Scalar-relativistic r2SCAN calculation with Ansatz 0.2.0, plane waves (500 eV cutoff), default PAW datasets and a 5×3×3 k-mesh, on the unrelaxed 25-atom database cell of CaAl2Si6O16 (P1). Vzz is the principal field-gradient component of largest magnitude; the asymmetry is (Vxx − Vyy)/Vzz. The coupling is eQVzz/h with Q = −0.0408 (43Ca), 0.1466 (27Al) and −0.02558 barn (17O).

```csv
atom,first shell,mean distance (Å),longest less shortest (Å),Vzz (1e21 V/m^2),asymmetry,quadrupole coupling (MHz)
Ca1,O6,2.49,0.49,4.21,0.54,-4.16
Al2,O4,1.76,0.08,2.02,0.53,7.16
Al3,O4,1.75,0.11,2.53,0.80,8.96
Si4,O4,1.63,0.02,1.22,0.80,n/a
Si5,O4,1.64,0.09,-3.21,0.42,n/a
Si6,O4,1.64,0.06,1.48,0.68,n/a
Si7,O4,1.64,0.05,1.46,0.28,n/a
Si8,O4,1.64,0.05,-2.13,0.74,n/a
Si9,O4,1.63,0.09,3.38,0.87,n/a
O10,Si1Al1,1.64,0.10,7.34,0.13,-4.54
O11,Si1Al1,1.73,0.15,5.45,0.84,-3.37
O12,Si2,1.63,0.01,10.05,0.07,-6.22
O13,Si2,1.63,0.01,9.91,0.17,-6.13
O14,Si2,1.65,0.06,8.09,0.33,-5.00
O15,Si2,1.63,0.04,9.82,0.09,-6.07
O16,Si1Al1,1.71,0.18,6.49,0.64,-4.01
O17,Si1Al1,1.66,0.16,6.96,0.15,-4.31
O18,Si2,1.67,0.00,8.35,0.58,-5.16
O19,Si2,1.64,0.01,9.25,0.27,-5.72
O20,Si2,1.67,0.00,8.08,0.62,-5.00
O21,Si2,1.63,0.01,10.70,0.08,-6.62
O22,Si1Al1,1.72,0.16,6.08,0.72,-3.76
O23,Si1Al1,1.66,0.12,6.30,0.25,-3.90
O24,Si1Al1,1.67,0.13,6.48,0.19,-4.01
O25,Si1Al1,1.71,0.12,5.74,0.65,-3.55
```

A bridging oxygen between two silicon atoms feels an electric field gradient of roughly $10^{22}$ V/m². Put aluminium in place of one of the silicons and about three tenths of it is lost. The silicon atoms themselves, in the middle of their tetrahedra, feel only about a quarter as much as the oxygens. All three facts follow from asking where the bonds point and how strongly each one pulls.

### What the oxygen rows show

The column $V_{zz}$ is the largest of the three principal components of the gradient. The asymmetry $\eta$ says how unequal the other two are: zero if they are alike, one if the smallest has vanished. Every oxygen with two silicon partners has a larger $V_{zz}$ than every oxygen with one silicon and one aluminium. The lowest of the first kind is O20 with 8.08, and the highest of the second is O10 with 7.34, in units of $10^{21}$ V/m².

Bond length alone does not make this division. O10 and O19 have the same mean distance, 1.64 Å, yet their gradients differ by 1.9. What differs is the partner.

Length does show something else. Within each kind, some oxygens have longer bonds than the rest: O18 and O20 among the Si-O-Si bridges, and O11, O16, O22 and O25 among the Si-O-Al bridges. These six have asymmetries of 0.58 or more, while no other oxygen exceeds 0.33. So there are two kinds of partner and, within each, two shapes of gradient.

### One bond, then two

An oxide ion with a full p shell is round and has no field gradient at its nucleus. A bond changes this, because it draws p electrons away from the oxygen along its own axis. The missing electrons leave a positive gradient $v$ along the bond and $-v/2$ in each direction across it, since the three components must add up to zero. The positive charge of the neighbour adds a term of the same form, so the argument does not depend on how covalent the bond is.

Now let two such bonds meet at the oxygen. Call the direction from one partner to the other $z$, the perpendicular to the plane of the bridge $y$, and the remaining direction in the plane $x$. If each bond makes an angle $\varphi$ with $z$, the sum is

$$V_{zz}=v(3\cos^2\varphi-1),\qquad V_{yy}=-v,\qquad V_{xx}=v(3\sin^2\varphi-1).$$

A straight bridge has $\varphi=0$, which gives $V_{zz}=2v$ and zero asymmetry. Bending the bridge takes gradient from $z$ and hands it to $x$, so $V_{zz}$ falls and the asymmetry rises. The component $V_{yy}$ does not change as long as each bond keeps its pull $v$, because both bonds stay at right angles to $y$ however far the bridge bends. If the two bonds differ, $v$ in $V_{yy}$ is simply their mean.

The definition of the asymmetry, $\eta=(V_{xx}-V_{yy})/V_{zz}$, together with the zero sum gives $V_{yy}=-V_{zz}(1+\eta)/2$ for any gradient whatever. The missing component can therefore be worked out for each row. The physical claim is that it should depend on the neighbours and not on the bending.

### Bending: why O21 is high and O14 low

The six short Si-O-Si bridges put this claim to the test. Their $V_{zz}$ spreads over 2.6 units, but their $V_{yy}$ over only 0.5. Among them $V_{zz}$ tends to fall as the asymmetry rises. This is what bridges with similar bonds and different angles should do.

The largest gradient in the table, at O21, goes with an asymmetry of only 0.08, and the lowest of this group, at O14, with 0.33. In the bond picture O21 is one of the straighter bridges and O14 the most bent of the six. The angles are read here from the shape of the gradient and have not been measured on the structure.

Shape accounts for most of the gap between these two sites. O14 has $V_{yy}=-5.38$. With that value and the asymmetry of O21, its gradient would be $2\times5.38/1.08=9.96$ instead of 8.09. That covers 1.87 of the 2.61 units between them.

The order of O12, O13 and O15 deserves no such explanation. Their gradients agree to within 3 %, while the standard atomic datasets used here can be wrong by over a tenth at some sites.

### Aluminium: the whole gradient shrinks

Replacing one silicon by aluminium acts differently from bending. Among the short bridges the mean $V_{zz}$ falls to 0.70 of its former value and the mean $V_{yy}$ to 0.71. Both shrink by the same factor, so the gradient becomes smaller while its shape stays much the same.

The expected reason is the weaker pull of the Al-O bond. Aluminium is more electropositive than silicon, its bond to oxygen is more ionic and longer, and the oxygen keeps more of its p electrons. The oxygen is then closer to a round oxide ion. In the language of the model, the mean $v$ of the two bonds has gone down.

### A third neighbour: why six oxygens are so asymmetric

The six long-bonded oxygens could be taken for strongly bent bridges, since bending also raises the asymmetry. The component $V_{yy}$ speaks against bending as the whole answer. Going from short to long Si-O-Si bridges, the mean $V_{yy}$ moves from about $-5.6$ to about $-6.6$, where bending alone would have left it in place.

A third neighbour would explain the change. Suppose it lies in the plane of the bridge, on the side away from the two partners, which is along $x$. Its own contribution is positive along $x$ and negative, by half as much, along both $y$ and $z$. The three components $V_{zz}$, $V_{yy}$ and $V_{xx}$ should then change in the proportion $-1:-1:+2$.

The long Si-O-Si bridges differ from the short ones by $-1.4$, $-1.0$ and $+2.4$ in that order. For the Si-O-Al bridges the changes are $-0.8$, $-1.1$ and $+1.9$. That the three add up to zero is guaranteed; that $z$ and $y$ lose similar amounts is not, and it is what a neighbour along $x$ would bring about.

The natural candidate is calcium. Its first shell holds six oxygens, just as many as the long-bonded group. An oxygen that binds a third cation also has less to give to the other two, so its framework bonds lengthen. Four of the six are Si-O-Al bridges, which is where calcium should prefer to sit, because aluminium brings less positive charge than silicon. The assignment rests on this agreement and not on a list of calcium contacts.

### The rule in numbers

All this fits into one line,

$$V_{zz}=\frac{2u}{1+\eta},$$

where $u$ is the size of $V_{yy}$. A least-squares fit to all sixteen oxygens gives $u=5.58$ for a short Si-O-Si bridge. Aluminium as a partner lowers it by 1.57, and membership of the long-bonded group raises it by 1.04.

Take O25, a long Si-O-Al bridge with asymmetry 0.65. Its $u$ is $5.58-1.57+1.04=5.05$, so the rule gives $V_{zz}=2\times5.05/1.65=6.12$. The calculation gives 5.74, so the rule is 7 % too high, although this row was part of the fit.

Over the sixteen oxygens the root-mean-square miss is 0.29, about half that of simply giving each of the four groups its mean $V_{zz}$. The gain comes from letting the asymmetry report the bending. Since the asymmetry comes from the same calculation as $V_{zz}$, the rule shows that the two columns fit together; it does not forecast a gradient from the structure.

The rule fails to separate O16 from O25. They have the same partners, the same mean distance and almost the same asymmetry, yet O16 has 6.49 against 5.74. This makes O16 irregular: it has as large a gradient as O24, which is not in the long-bonded group. The fit grants every long-bonded oxygen the same step, whereas the distances from calcium to its six oxygens differ by up to 0.49 Å. Yet a shorter contact at O16 would not by itself explain its lead, since in the model a third neighbour lowers $V_{zz}$. The difference between longest and shortest bond offers a hint. It is 0.18 Å at O16 and 0.12 Å at O25, so the shorter bond, which should be the one to silicon, is about 1.62 Å at O16 and 1.65 Å at O25. A shorter Si-O bond should pull harder, and this may outweigh the longer Al-O bond on the other side. Among the four long Si-O-Al bridges the size of $V_{yy}$ does rise with this difference, but four rows are too few to prove the cause.

### Why silicon feels so little

The same sum of bonds explains the small values at silicon. Four equal bonds pointing to the corners of a regular tetrahedron cancel exactly. What is left comes from the distortion of the tetrahedron and from the uneven surroundings beyond it. Si5 and Si9, whose longest and shortest bonds differ most, have gradients of about 3.3 in size, and the other four average 1.6. Unequal angles spoil the cancellation as well, so the spread of the distances is only part of the distortion.

A remainder of this kind can have either sign, and both occur among the silicons. The sign means little where the asymmetry is close to one, as at Si9, because two components of opposite sign are then almost equally large. At the oxygens the two bonds never cancel, and $V_{zz}$ is positive throughout, though only narrowly so at O11, where the asymmetry is 0.84.

Aluminium also sits in a tetrahedron and has a modest gradient, yet Al3 has the largest quadrupole coupling in the table. The coupling is the gradient multiplied by the quadrupole moment of the nucleus, and that of $^{27}$Al is almost six times that of $^{17}$O. Couplings therefore compare sites of one element. Gradients leave the nucleus out, but between elements they still depend on how strongly each atom's own electrons amplify an uneven surrounding. This may be part of the reason why calcium, with six long contacts of very unequal length, has a larger gradient than any silicon or aluminium.

### Beside a pure silica framework

In a pure silica framework every oxygen bridges two silicons and there is no calcium to attach itself. The step for aluminium and the step for the third neighbour both drop out, and bending is the main thing left to tell the oxygens apart. They would behave like the short Si-O-Si bridges here, with high gradients at the straighter bridges and lower gradients with more asymmetry at the bent ones.

Single values in the present table belong to the atomic positions used. The cell is under tension and its oxygens still feel appreciable forces, so relaxing it would change the bridge angles and could reorder neighbours within a group. The effect of the partner should be less delicate in $V_{yy}$, which in the model does not depend on the angle. The clean division in $V_{zz}$ is not guaranteed elsewhere, since a strongly bent Si-O-Si bridge could fall below a straight Si-O-Al one.
